Suppose chlorosilylacetylene is being considered as a gas that delivers silicon and carbon to a growing film. Whoever writes the gas-phase reaction scheme must decide whether the isomer with its end hydrogen moved to the inner carbon deserves a place as a species of its own. The path computed here gives part of the answer. The hydrogen needs about 2 eV to reach a bridge between the two carbons and only about 0.01 eV to slip back from there, so the bridged form is at best a brief visitor. An open form, in which the hydrogen has let go of the outer carbon, was not reached.

The calculation follows one such hydrogen shift in the isolated molecule, at the level of a semilocal density functional with a small basis set. Row 1 is the relaxed alkyne, row 6 the top of the path and row 7 the relaxed far end. The energy over the start is electronic energy without vibrations. The path length combines the displacements of all seven atoms into one distance, so it isn't the distance travelled by the hydrogen alone.

Hydrogen shift in an isolated chlorosilylacetylene molecule (C2H3ClSi, neutral singlet), computed with Ansatz 0.2.0 at the spin-restricted PBE-D4/def2-SVP level. A climbing-image nudged elastic band with five images joins the two relaxed ends. The band force is the largest force component on an image, with a convergence limit of 0.05 eV/Å.

```csv
row,energy over the start (eV),path length (Å),band force (eV/Å)
1,0.000,0.000,n/a
2,0.045,0.405,0.017
3,0.228,0.810,0.021
4,0.780,1.215,0.038
5,1.572,1.620,0.009
6,1.996,2.025,0.011
7,1.982,2.248,n/a
```

## A slow start, a steep middle and a level end

The climb is very unevenly spread. The first 36 % of the path, up to row 3, costs only 11 % of the energy of the top. The next 36 %, from row 3 to row 5, costs 67 %. The slope then falls by almost half between rows 5 and 6, and beyond the top the energy hardly changes.

Row 7 looks irregular in two ways, and they have different origins. Its distance from row 6 is shorter than the other steps because one image of the band was driven to the top, which lies close to the far end. That is a matter of how the images are placed. The nearly unchanged energy is a matter of chemistry, and the structures at the two points show what lies behind it.

## Where the hydrogen is at the top and at the end

At the start the hydrogen sits 1.08 Å from the outer carbon and 2.31 Å from the inner one. At the top the two distances are 1.25 and 1.34 Å. The hydrogen has left the end of the molecule and lies beside the carbon-carbon bond, held by both carbons. The top is thus the point at which the hydrogen bridges, with the handover still incomplete.

The far end is a bridge as well. The hydrogen is now 1.21 Å from the inner carbon and 1.40 Å from the outer one, so the two contacts have roughly exchanged their lengths. In an open vinylidene, where the shift is complete, the hydrogen would point away from the outer carbon at an angle near 120°. Here that angle is 68°, and the silicon, at 167°, is still almost in line with the two carbons.

This explains the level end of the path. Between rows 6 and 7 one carbon-hydrogen contact weakens while the other strengthens by a similar amount. The electrons that hold the hydrogen are shared among three centres at both points, and their energy depends little on which carbon is slightly nearer. The computed energies show that gain and loss cancel to about 0.01 eV. That the shared bond is the reason follows from the geometry and ordinary bonding theory.

## What the 2 eV pay for

A carbon-carbon triple bond consists of one sigma bond and two pi bonds. When the hydrogen moves over, the inner carbon binds it with the pair of electrons from the pi bond that lies in the plane of the motion. The pair that used to bind the hydrogen to the outer carbon stays behind there as a lone pair. The number of carbon-hydrogen bonds is the same before and after, but one pi bond has been exchanged for a lone pair on a carbon that lacks a full octet. This exchange is what makes the shift strongly uphill.

The carbon-carbon distance fits this account. It grows from 1.23 Å at the start to 1.27 Å at the top and 1.29 Å at the end, as it should when a triple bond gives up part of its bonding. Most of the lengthening has happened by the time the top is reached. The bridged end has not completed the exchange, since the outer carbon still holds on to the hydrogen. The 2 eV are therefore the price of the bridge, and what the completed exchange would cost was not computed.

The same account suggests why the cost arrives late on the way up. A small tilt of the end hydrogen is an ordinary bending vibration, and alkynes bend easily there. The hydrogen keeps its old bond, and the pi bonds are barely disturbed. Only when it has swung well out of line does it compete for the in-plane pi pair, and then the energy must rise quickly.

The energies bear out the first part of this picture and show where it ends. A harmonic bend has an energy that grows with the square of the displacement. Continued from row 2, such a bend gives 0.18 eV at row 3, close to the computed 0.23 eV. At row 5 it gives 0.72 eV, less than half of the computed 1.57 eV, so a harmonic bend no longer describes what happens. Assigning the extra cost to the pi bond is an argument from bonding theory, as is the view that the new bond to the inner carbon eases the slope just before the top.

## Why the top comes so late

A general rule, known as Hammond's postulate, says that the top of a strongly uphill step resembles the product. A simple model turns the rule into a number. Let the energy rise as a parabola from the start and as an equally stiff parabola from the end, and let the top be the point where the two curves cross. Call $x$ the fraction of the path at which they cross, $E_f$ the barrier seen from the start and $E_b$ the barrier seen from the end.

With a common stiffness $k$, the crossing requires $E_f = \tfrac{1}{2}kx^2$ and $E_b = \tfrac{1}{2}k(1-x)^2$. Dividing the first by the second removes the stiffness:

$$\frac{x}{1-x} = \sqrt{\frac{E_f}{E_b}}$$

The barriers are $E_f = 1.996$ eV and $E_b = 0.013$ eV, the latter taken from the unrounded energies. Their ratio is about 151, and its square root is 12.3. The crossing therefore lies at $x = 12.3/13.3 = 0.925$.

In the computed path the top lies at $2.025/2.248 = 0.90$ of the length. Nothing was fitted to obtain the estimate, but both barriers were put in, so only the place of the top and the energies on the slope can test it. The place comes out well, though this is a mild test. If one parabola were four times as stiff as the other, the square root would double or halve, and $x$ would still lie between 0.86 and 0.96. Within this model the top is late because the two barriers are so unequal, and a moderate difference in stiffness doesn't change that.

The shape itself is where the model fails. Two crossing parabolas are steepest at the crossing, whereas the computed path is steepest between rows 4 and 5 and levels off towards the top. At row 5 the model is 0.36 eV too low, its largest error. A smooth half wave from start to top has the level top built in, but it rises far too early and is 0.53 eV too high at row 4. The real path combines the slow start of a parabola with the rounded top of a wave, as it should if an easy bend passes over into a change of bonding.

The lateness also belongs to this particular end point, which the model takes to be a true minimum. Had the path continued to an open vinylidene, it would have been longer, and the same bridged top would have stood at a smaller fraction of it. For a related hydrogen shift whose end is a true minimum, the model suggests looking first at the return barrier. The smaller it is beside the forward one, the closer the top lies to the product, in place and in structure.

## How much weight the far end can bear

The two barriers deserve very different trust. On the steep part of the path the slope is between 1 and 2 eV/Å, while the band force, the largest force component left on an image, stays below 0.04 eV/Å. The climb is therefore well resolved, and a vibrational calculation at the top finds the single unstable motion that a true saddle must have. What remains uncertain about the 2 eV is the level of theory and the zero-point energy, which is left out. Semilocal functionals tend to underrate barriers, and the electrons were kept in closed-shell pairs throughout, a restriction whose effect on this path was not tested.

The return barrier is another matter. The mean slope between rows 6 and 7 is only about 0.06 eV/Å, hardly more than the force limit of 0.05 eV/Å set for the run. The far end may be a shallow hollow, or it may be a spot on a gentle slope where the relaxation came to rest. Its vibrations were not tested, so the numbers leave both readings open. On a slope the molecule would slide on to a lower structure, perhaps an open vinylidene, and the way back over the same top would then cost more than 0.01 eV.

A real hollow as shallow as this would hardly hold the molecule. Half a quantum of a vibration at about 210 cm⁻¹ already equals the return barrier, and motions of hydrogen are usually faster than that. In this one-dimensional picture the lowest vibrational level would lie above the rim. At room temperature the thermal energy, 0.026 eV, is also about twice the barrier.

## Consequence for the reaction scheme

Temperature decides how often the excursion happens. At 300 K the barrier is $1.996/0.026 \approx 77$ times the thermal energy, which suppresses the step by more than thirty powers of ten. At 1000 K the ratio is about 23 and the suppression only about ten powers of ten. With a typical attempt rate of $10^{13}$ per second, a molecule would then make the climb roughly a thousand times a second. An error of 0.2 eV in the barrier would change this rate about tenfold.

In a hot reactor the hydrogen shift is therefore possible, but its bridged product should not be entered as a species that accumulates. It matters only if something captures it before the hydrogen slips back. Before the open vinylidene is left out as well, one should check whether it exists as a minimum further along and how high its own return barriers are. The 2 eV are also the cost of this one path. Silyl groups are known to migrate readily in vinylidenes, and a route in which the silicon moves instead of the hydrogen might be cheaper, but it was not tested here. Reactions on the surface of the growing film are a separate question.
